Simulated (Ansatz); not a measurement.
**From Si(NH2)3(OH) to Si(OH)Cl3: predicting a member**

Gas-phase molecules. On one Si centre that keeps OH, n of the NH2 ligands are replaced by Cl. The dipole moment y in D at wB97M-V/def2-TZVPP. Shapes: PBE0-D4/def2-TZVP. Flexible molecules stand in one conformer, not always the lowest. Programs: Ansatz 0.2.0.

| molecule | n | y (D) |
| --- | --- | --- |
| Si(NH2)3(OH) | 0 | 1.43 |
| Si(NH2)2(OH)Cl | 1 | ? |
| Si(NH2)(OH)Cl2 | 2 | 2.90 |
| Si(OH)Cl3 | 3 | 1.63 |

Task: Fit y = c + s·n to the known rows and predict Si(NH2)2(OH)Cl.

Result: 
1. Means of the 3 rows: n = 1.66667, y = 1.987.
2. Σ(Δn)² = 4.6667, Σ(Δn·Δy) = 0.75667, so the slope is 0.75667/4.6667 = 0.16214.
3. Intercept: 1.987 − (0.16214) × 1.66667 = 1.717. The largest residual of the fit is 0.86.
4. Si(NH2)2(OH)Cl: 1.717 + (0.16214) × 1 = 1.88 D.

The run gave 1.21 D, so the prediction is off by +0.67 D, within the largest residual. The steps per swap are uneven (-0.22, +1.69, -1.27), so a line is a poor model. Dipoles add as vectors. Other levels give for Si(NH2)2(OH)Cl: PBE-D4/def2-TZVPP 1.25; B3LYP-D4/def2-TZVPP 1.22 D. The series isn't monotonic at this level.

The fitted slope has little meaning as a dipole increment per chlorine: the end members are close, at 1.43 and 1.63 D, while Si(NH2)(OH)Cl2 reaches 2.90 D. An error within the largest residual is weak support for the line, since that residual is itself comparable to the dipoles being predicted.

Chlorine is a net electron acceptor, whereas NH2 donates π density and carries positively polarised hydrogens. In the dichloride, the two Si–Cl bond dipoles probably reinforce the contributions from the NH2 and OH groups on the opposite side of silicon. A third chlorine removes the remaining amino contribution and brings the SiCl3 unit closer to local threefold symmetry, where much of the transverse polarity cancels. The low value for Si(NH2)2(OH)Cl suggests a similar partial cancellation, governed by the directions of the N–H and O–H bonds and the lone pairs. The close agreement of the three functionals for this molecule points to the linear model, not the choice of functional, as the source of the miss.
